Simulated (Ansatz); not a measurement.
# Ligand exchange: C3H5ClSn + SiH3Cl → C2H2Cl2Sn + SiH3(CH3)

Species: C3H5ClSn `C#[C][SnH]([CH3])[Cl]`, singlet; SiH3Cl (chlorosilane) `[SiH3]Cl`, singlet; C2H2Cl2Sn `C#[C][SnH]([Cl])[Cl]`, singlet; SiH3(CH3) (methylsilane), singlet. The partners trade CH3 for Cl: Sn–CH3 and Si–Cl bonds give way to Sn–Cl and Si–CH3.

Shapes, held fixed at every level: PBE0-D4/def2-TZVP. Programs: Ansatz 0.2.0. The zero-point and thermal change to 298 K, harmonic and unscaled (PBE0-D4/def2-TZVP), is -0.4 kJ/mol.

(1) Estimate ΔH(298 K) of this reaction.

Results:

(1) The highest level, CCSD(T)/def2-TZVPP, gives ΔH(298 K) = +4.5 kJ/mol; the levels span -9.8 to +7.7. They disagree on the sign: 3 of 7 are positive. The column of differences is taken from that level and isn't an error. No measured value is set beside it here. For atoms past krypton def2 sets carry core potentials with scalar relativity. Correlated rows may include outer-core shells of Sn, which these sets cover unevenly.

```csv
level,kind,ΔH(298 K) (kJ/mol),less CCSD(T)/def2-TZVPP
HF/def2-TZVPP,Hartree–Fock,-4.0,-8.5
r2SCAN-D4/def2-TZVPP,meta-GGA,-3.0,-7.5
PBE0-D4/def2-TZVPP,global hybrid,-2.0,-6.5
MP2/def2-SVP,perturbation theory,-9.8,-14.3
MP2/def2-TZVPP,perturbation theory,+7.7,+3.2
CCSD/def2-TZVPP,coupled cluster or CI,+4.4,-0.1
CCSD(T)/def2-TZVPP,coupled cluster or CI,+4.5,0.0
```

The exchange is close to thermoneutral, with a slight endothermic lean at the coupled-cluster levels. Tin forms weaker bonds than silicon to both chlorine and carbon, because its valence orbitals are more diffuse and overlap less well. Moving chlorine to tin and methyl to silicon therefore sets a loss against a gain of similar size. The small remainder probably reflects the stronger pull of silicon on chlorine, aided by the short, polar Si–Cl bond, modified by the second chlorine on tin.

With so fine a balance, the basis set matters more than the triples. MP2 moves from -9.8 to +7.7 kJ/mol between the two sets, probably because the smaller one describes the polar bonds unevenly, whereas triples shift CCSD only from +4.4 to +4.5. That agreement suggests a settled correlation treatment, but not basis-set convergence, so a mildly endothermic reaction is favoured rather than established. An enthalpy this small doesn't fix the position of equilibrium, which also depends on entropy.
